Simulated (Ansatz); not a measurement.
# Lattice heat capacity of CdF2 and NbH2 against T/θ from LDA phonons: the reach of a single Debye temperature

Thermal models of optical windows and of metal hydride stores need a heat capacity at every working temperature, and often only one Debye temperature is at hand to supply it. I want to see how far that one number carries for two fluorite-type crystals with very different mass ratios, CdF2 and NbH2. The heat capacities are harmonic lattice values at constant volume from LDA phonons, per mole of atoms, with a classical limit of 24.94 J/(mol K). Each temperature is divided by the crystal's own θ, taken from the second moment of its phonon spectrum. The yardstick is the Debye function with that same θ, so this is a test of the one-parameter description and not of LDA against experiment.

## Set-up

Known crystals without imaginary modes on mesh or path. The structures stem from measured cells of the Crystallography Open Database, directly or through a relaxation at another level; cell and atoms were relaxed at zero pressure at each row's own level, inside the symmetry of the start, with no thermal or zero-point expansion. Program: Ansatz 0.2.0, plane waves, LDA, the program's default PAW potentials, scalar-relativistic without spin-orbit coupling, no spin polarisation. Wave-function cutoff 420 eV (the default for the potentials of each cell); on the k meshes (Γ-centred) the least product of divisions and cell-vector length runs from 29 to 58 Å, relaxations included. Residual pressures at rest stay under 0.01 GPa. Occupations: fixed or methfessel-paxton smearing of 0.15 eV. Harmonic modes at natural masses come from linear response (density functional perturbation theory), with the acoustic sum rule imposed. The sums run over phonons interpolated from the q mesh of each crystal (span 9 Å or more), at the static cell. The tabled runs alone: cutoff 420 eV, k length 34 to 57 Å. Warnings of the programs on runs behind the rows: phonon interpolation lacks quadrupole term (7 rows). The rows are a selection of points from finer curves.

Notes on method and selection:

- The second moment fixes the approach to the classical limit: C ≈ 3R(1 − θ²/(20T²)). At low T the lowest branches decide.
- Harmonic lattice part alone: no electronic or expansion terms. The 50 K rows are the least sure on these meshes.
- In cells without a Kohn-Sham gap the frequencies depend on k mesh and smearing; the size of that error was not measured for these rows.
- Runs that did not converge, have known faults or may not be shown are not listed, and runs on Ansatz's PAW sets soft_1 and soft_2 are kept to separate tables.

Columns:

- T over θ: temperature over the second-moment Debye temperature of the crystal.
- Debye temperature (K): Debye temperature from the second moment of the phonon density of states, (ħ/k)·√(5⟨ω²⟩/3).
- mass ratio: heaviest over lightest atomic mass.
- heat capacity (J/(mol K)): harmonic lattice heat capacity at constant volume per mole of atoms (classical limit 24.94).
- entropy (J/(mol K)): harmonic vibrational entropy per mole of atoms.

## Results

| member | crystal | T over θ | temperature (K) | Debye temperature (K) | mass ratio | heat capacity (J/(mol K)) | entropy (J/(mol K)) |
| --- | --- | --- | --- | --- | --- | --- | --- |
| 50 K | CdF2 (fluorite-type) | 0.106 | 50 | 472 | 5.92 | ? | ? |
| 100 K | CdF2 (fluorite-type) | 0.212 | 100 | 472 | 5.92 | ? | ? |
| 150 K | CdF2 (fluorite-type) | 0.318 | 150 | 472 | 5.92 | 16.63 | 13.25 |
| 200 K | CdF2 (fluorite-type) | 0.424 | 200 | 472 | 5.92 | 19.48 | 18.46 |
| 300 K | CdF2 (fluorite-type) | 0.636 | 300 | 472 | 5.92 | 22.19 | 26.96 |
| 500 K | CdF2 (fluorite-type) | 1.059 | 500 | 472 | 5.92 | 23.88 | 38.79 |
| 800 K | CdF2 (fluorite-type) | 1.695 | 800 | 472 | 5.92 | 24.52 | 50.18 |
| 50 K | NbH2 (fluorite-type) | 0.025 | 50 | 1961 | 92.17 | ? | ? |
| 100 K | NbH2 (fluorite-type) | 0.051 | 100 | 1961 | 92.17 | ? | ? |
| 150 K | NbH2 (fluorite-type) | 0.076 | 150 | 1961 | 92.17 | 6.78 | 5.84 |
| 200 K | NbH2 (fluorite-type) | 0.102 | 200 | 1961 | 92.17 | 7.54 | 7.91 |
| 300 K | NbH2 (fluorite-type) | 0.153 | 300 | 1961 | 92.17 | 9.24 | 11.26 |
| 500 K | NbH2 (fluorite-type) | 0.255 | 500 | 1961 | 92.17 | 14.09 | 17.10 |
| 800 K | NbH2 (fluorite-type) | 0.408 | 800 | 1961 | 92.17 | 19.10 | 24.95 |

Cells marked ? are withheld until the estimate has been made.

## Mechanism

The two crystals agree where their scaled temperatures nearly meet. CdF2 at $T/\theta = 0.424$ has 19.48 J/(mol K) and NbH2 at 0.408 has 19.10. The Debye function,

$$C_D = 9R\,(T/\theta)^3\int_0^{\theta/T}\frac{x^4e^x}{(e^x-1)^2}\,dx,$$

evaluated with each crystal's own θ, lies about 0.3 below the table at both points. On the classical side only CdF2 has rows. At 500 K the second-moment formula gives 24.94 × (1 − 1/(20 × 1.059²)) = 23.83 J/(mol K), against 23.88 in the table.

Towards lower $T/\theta$ the single θ fails, and in NbH2 it fails badly. CdF2 at 0.318 exceeds the Debye function by about 0.7 J/(mol K). NbH2 exceeds it by roughly 1.3 at 0.255 and roughly 3.7 at 0.153. At 0.102 the table has 7.54 where the function gives 2.0, which is nearly a factor of four.

The cause is the split of the NbH2 spectrum. The second moment weights high frequencies, so the stiff, light hydrogen vibrations set θ = 1961 K. At 200 K these modes are almost frozen, while the three acoustic branches, which move mainly niobium, are almost fully excited. Three branches out of nine can hold at most 24.94 / 3 = 8.31 J/(mol K), and the 7.54 at 200 K is already 91 % of that. The heat capacity then rises slowly, by 9.24 − 7.54 = 1.70 between 200 and 300 K, and faster once hydrogen joins in, by 14.09 − 9.24 = 4.85 between 300 and 500 K.

In CdF2 the masses differ by a factor of 5.92 instead of 92.17. The smaller excess over the Debye function has the sign expected of a spectrum that is broader than Debye's at equal second moment.

## A prediction

Plain estimates from the members shown:

- 50 K (NbH2 (fluorite-type)), mean of the 5 members shown: 11.35 J/(mol K), standard deviation 4.6
- 100 K (NbH2 (fluorite-type)), mean of the 5 members shown: 11.35 J/(mol K), standard deviation 4.6

The mean of the five NbH2 rows, 11.35 J/(mol K), is above the 8.31 that the acoustic branches can hold, so I discard it for both temperatures. Instead I give the acoustic branches a Debye temperature $\theta_a$ of their own and treat hydrogen as an Einstein oscillator at $\sqrt{0.9}$ × 1961 = 1860 K, which follows from the second moment. By the definition of θ, ⟨ω²⟩ over all nine branches is 0.6 in units of (kθ/ħ)². If the small acoustic share is neglected, the six hydrogen branches carry all of it, and their own mean square is 0.6 × 9 / 6 = 0.9 in the same units.

At 150 K hydrogen adds only 0.01 J/(mol K). The acoustic part is then 6.78 − 0.01 = 6.77, a share of 6.77 / 8.31 = 0.81, which requires $\theta_a$ of about 310 K. The entropy at 150 K, 5.84 J/(mol K), collects the heat capacity from all lower temperatures and gives the same $\theta_a$ to about 1 K. As a test at 200 K, the model with both parts falls only about 0.02 below the 7.54 in the table.

With this $\theta_a$ the Debye function puts the acoustic branches at roughly a quarter of their 8.31 J/(mol K) at 50 K and roughly two thirds at 100 K, and hydrogen contributes nothing that matters. The committed values below are 8.31 times the unrounded Debye fractions.

The 1 K mismatch in $\theta_a$ is worth only about 0.01 J/(mol K), but it hardly tests the shape of the lowest branches. I therefore allow $\theta_a$ to shift by 10 K at 50 K, where the phonon mesh is least sure, and by 5 K at 100 K. At 0.014 J/(mol K) per kelvin this gives errors of about 0.14 and 0.07.

**Committed estimate, 50 K (NbH2 (fluorite-type)): heat capacity = 2.05 ± 0.14 J/(mol K).**  
**Committed estimate, 100 K (NbH2 (fluorite-type)): heat capacity = 5.36 ± 0.07 J/(mol K).**

## The withheld result

| member | crystal | T over θ | temperature (K) | Debye temperature (K) | mass ratio | heat capacity (J/(mol K)) | entropy (J/(mol K)) |
| --- | --- | --- | --- | --- | --- | --- | --- |
| 50 K | CdF2 (fluorite-type) | 0.106 | 50 | 472 | 5.92 | 4.53 | 2.04 |
| 100 K | CdF2 (fluorite-type) | 0.212 | 100 | 472 | 5.92 | 11.74 | 7.48 |
| 50 K | NbH2 (fluorite-type) | 0.025 | 50 | 1961 | 92.17 | 2.05 | 0.79 |
| 100 K | NbH2 (fluorite-type) | 0.051 | 100 | 1961 | 92.17 | 5.36 | 3.36 |

| member | estimate | heat capacity (J/(mol K)) | computed | estimate − computed | miss in error bars |
| --- | --- | --- | --- | --- | --- |
| 50 K (NbH2 (fluorite-type)) | committed | 2.05 | 2.05 | 0.00 | 0.0 |
| 50 K (NbH2 (fluorite-type)) | mean | 11.35 | 2.05 | +9.30 |  |
| 100 K (NbH2 (fluorite-type)) | committed | 5.36 | 5.36 | 0.00 | 0.0 |
| 100 K (NbH2 (fluorite-type)) | mean | 11.35 | 5.36 | +5.99 |  |

Both estimates agree with the computed heat capacities to the printed digit, 2.05 J/(mol K) at 50 K and 5.36 at 100 K. They lie well inside their error bars, while the plain mean misses by 9.30 and 5.99. The two hits are not independent, because both rest on the same acoustic Debye temperature of about 310 K, fitted to the 150 K row.

The argument that held is the division of the NbH2 spectrum into three acoustic branches and a hydrogen part that is frozen at these temperatures. The entropies, now shown, test it further: the same model comes within about 0.01 J/(mol K) of both the 0.79 at 50 K and the 3.36 at 100 K. My allowance of 5 to 10 K for a drift of the acoustic Debye temperature proved too cautious. The agreement shows that a Debye function describes the heat capacity of the computed acoustic branches well at the four tabled temperatures from 50 to 200 K, one of which served for the fit. It says nothing about the error of the LDA phonons themselves.

## Residuals

Against the Debye function with the second-moment θ, the coldest NbH2 rows lie farthest off in ratio. At 100 K the function gives 0.26 J/(mol K) and the table 5.36, about twenty times as much. At 50 K the ratio is about 64, though the absolute excess is only 2.05 − 0.03 = 2.02. The hydrogen modes raise θ to 1961 K but contribute almost no heat capacity here, so the sign and the size both follow from the split spectrum.

In the mechanism I had hydrogen join in only above 300 K, which is too late. At 300 K the table has 9.24 J/(mol K), and the acoustic branches can hold no more than 8.31, so hydrogen must supply at least 9.24 − 8.31 = 0.93 there. With the Einstein oscillator at 1860 K it accounts for more than half of the rise between 200 and 300 K. I also compared a rise of 1.70 over 100 K with one of 4.85 over 200 K. Per 100 K the second is 4.85 / 2 = 2.4, so the heat capacity does climb faster above 300 K, but by much less than the two bare differences suggest.

CdF2 at 50 K also departs clearly, with 4.53 against about 2.2 J/(mol K). A Debye function would need a θ of about 360 K instead of 472 K to reproduce that row. Low-lying branches that carry little weight in the second moment would give this sign. The 50 K rows are the least sure on these meshes, but I would not expect interpolation error to double a heat capacity.

The two crystals also part from each other at low scaled temperature: NbH2 has 7.54 J/(mol K) at $T/\theta$ = 0.102, CdF2 only 4.53 at 0.106.

## Rules of thumb and their limits

In the rows with $T/\theta$ above 0.4, one Debye temperature reproduces the heat capacity of both crystals within 2 %. Near 0.1 it is too low by a factor of two in CdF2 and nearly four in NbH2. For a hydride with a similarly wide gap between acoustic and hydrogen modes, one heat capacity at low temperature should fix a separate acoustic θ, though I have tried this on NbH2 alone.

In practical units, with a rough molar mass of 95 g/mol, NbH2 at 300 K stores 3 × 9.24 / 95 = 0.29 J/(g K). The single-θ Debye function would give only about 0.18.

All of this concerns the harmonic lattice part at constant volume. Thermal expansion raises the heat capacity at constant pressure above these values, increasingly so at high temperature, and in metallic NbH2 the electrons add a term of their own. Close agreement with the Debye function at 800 K is therefore no measure of the error against a measured heat capacity.
